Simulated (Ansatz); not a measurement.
## BN: energy above lowest point as volume scale varies

Results calculated with Ansatz 0.2.0, not measured. Free energy against uniform scaling of the volume at fixed shape and fractions; periodic cell, basis, potentials, k mesh and filling as listed.

The cell before it is scaled or strained (space group F-43m, No. 216):
```
BN
1.0
      0.0000     1.8075     1.8075
      1.8075     0.0000     1.8075
      1.8075     1.8075     0.0000
B N
1 1
Direct
  0.00000 0.00000 0.00000
  0.25000 0.25000 0.25000
```

Settings of every row: functional LDA; dispersion none; potentials PAW; wave cutoff 500 eV; density cutoff 2000 eV; k mesh 10x10x10; k shift 0x0x0; occupations fixed; smearing width 0 eV; spin none.

| row | volume scale | V (Å³/atom) | energy above lowest point (meV/atom) |
| --- | --- | --- | --- |
| 1 | 0.9 | 5.315 | 44.2 |
| 2 | 0.925 | 5.462 | 18 |
| 3 | 0.95 | 5.61 | 3.7 |
| 4 | 0.975 | 5.758 | 0 |
| 5 | 1 | 5.905 | 5.7 |
| 6 | 1.025 | 6.053 | 19.8 |
| 7 | 1.05 | 6.2 | ? |
| 8 | 1.075 | 6.348 | 69.4 |
| 9 | 1.1 | 6.496 | 103.3 |

Question: what energy above lowest point should row 7 give?

Worked fit of energy above lowest point. Take u = (V_r/V)^(2/3) − 1 with V_r = 5.8315 Å³ an atom, which is twice the finite (Eulerian) strain; such expansions in the strain, on which the Birch-Murnaghan equation of state is built, carry the rest volume and the bulk modulus. The shown rows have u = 0.06378, 0.04461, 0.02615, 0.00849, -0.00832, -0.02455, -0.05501, -0.06941. Least squares give energy above lowest point = 1.75 − 342.7 × u + 15969 × u² − 2545 × u³ meV/atom; a parabola predicts inner rows, each left out in turn, worse (root mean square 0.19 against 0.048 meV/atom). The rows lie off it by 0.0, 0.0, 0.0, 0.0, 0.0, 0.0, 0.1, 0.0. Its lowest point lies at u = 0.0108, or V = 5.739 Å³ an atom, and the curvature there gives the bulk modulus at fixed shape and fractions, B = (4/9)(1 + u)² E″(u)/V = 403 GPa. The withheld row has u = -0.04003, so the fit gives 1.75 − 342.7 × (-0.04003) + 15969 × (-0.04003)² − 2545 × (-0.04003)³ = 41.2 meV/atom.

The calculation gave 41.3 meV/atom. The fit lies 0.1 meV/atom (0.097 % of the column's range) below it, one unit of the last digit.
